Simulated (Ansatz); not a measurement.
## Ligand exchange: CH7FSi2 + C3H8O2 → CH8OSi2 + C3H7FO

Species: CH7FSi2 `C[SiH2][SiH2]F`, singlet; C3H8O2 (1,2-propanediol) `CC(O)CO`, singlet; CH8OSi2 `C[SiH2][SiH2]O`, singlet; C3H7FO `CC(O)CF`, singlet. The partners trade F for OH: Si–F and C–OH bonds give way to Si–OH and C–F.

Shapes, held fixed at every level: PBE0-D4/def2-TZVP. Flexible molecules stand in one conformer, not always the lowest. Programs: Ansatz 0.2.0. Electronic energies: no zero-point or thermal term.

Task: Estimate ΔE of this reaction.

Result: The highest level, CCSD(T)/CBS estimate, gives ΔE = +47.6 kJ/mol; the levels span +41.6 to +48.3. The column of differences is taken from that level and isn't an error. No measured value is set beside it here. The CBS estimate extrapolates MP2 from def2-TZVPP and def2-QZVPP and adds CCSD(T) − MP2 in the triple-zeta set, cores frozen.

| level | kind | ΔE (kJ/mol) | less CCSD(T)/CBS estimate |
| --- | --- | --- | --- |
| HF/def2-TZVPP | Hartree–Fock | +43.8 | -3.8 |
| PBE-D4/def2-TZVPP | GGA | +41.6 | -6.0 |
| r2SCAN-D4/def2-TZVPP | meta-GGA | +42.0 | -5.6 |
| B3LYP-D4/def2-TZVPP | global hybrid | +42.8 | -4.8 |
| B2PLYP/def2-TZVPP | double hybrid | +44.7 | -2.9 |
| MP2/def2-TZVPP | perturbation theory | +48.3 | +0.7 |
| CCSD(T)/CBS estimate | coupled cluster or CI | +47.6 | 0.0 |

The exchange is clearly uphill at every level: fluorine belongs on silicon and hydroxyl on carbon. Both groups bind more strongly to silicon than to carbon, but the gain is larger for fluorine. Silicon is the more electropositive partner, so the Si–F bond has a large ionic contribution, supplemented by lone-pair donation into silicon-centred σ* orbitals. Forming C–F and Si–OH doesn't repay the loss of that bond. A smaller part of the cost may come from the diol, where an internal O–H···O contact could give way to a weaker O–H···F contact in the fluoroalcohol.

Hartree–Fock already recovers most of the reaction energy, so the preference isn't primarily a correlation effect. The modest spread among levels fits a reaction that conserves the number of electron pairs and exchanges similar polar single bonds, allowing much of the error to cancel. MP2 lies closest to the reference, though this may partly reflect compensation between basis-set and higher-order correlation effects. The reaction energy says nothing about the barrier to exchange.
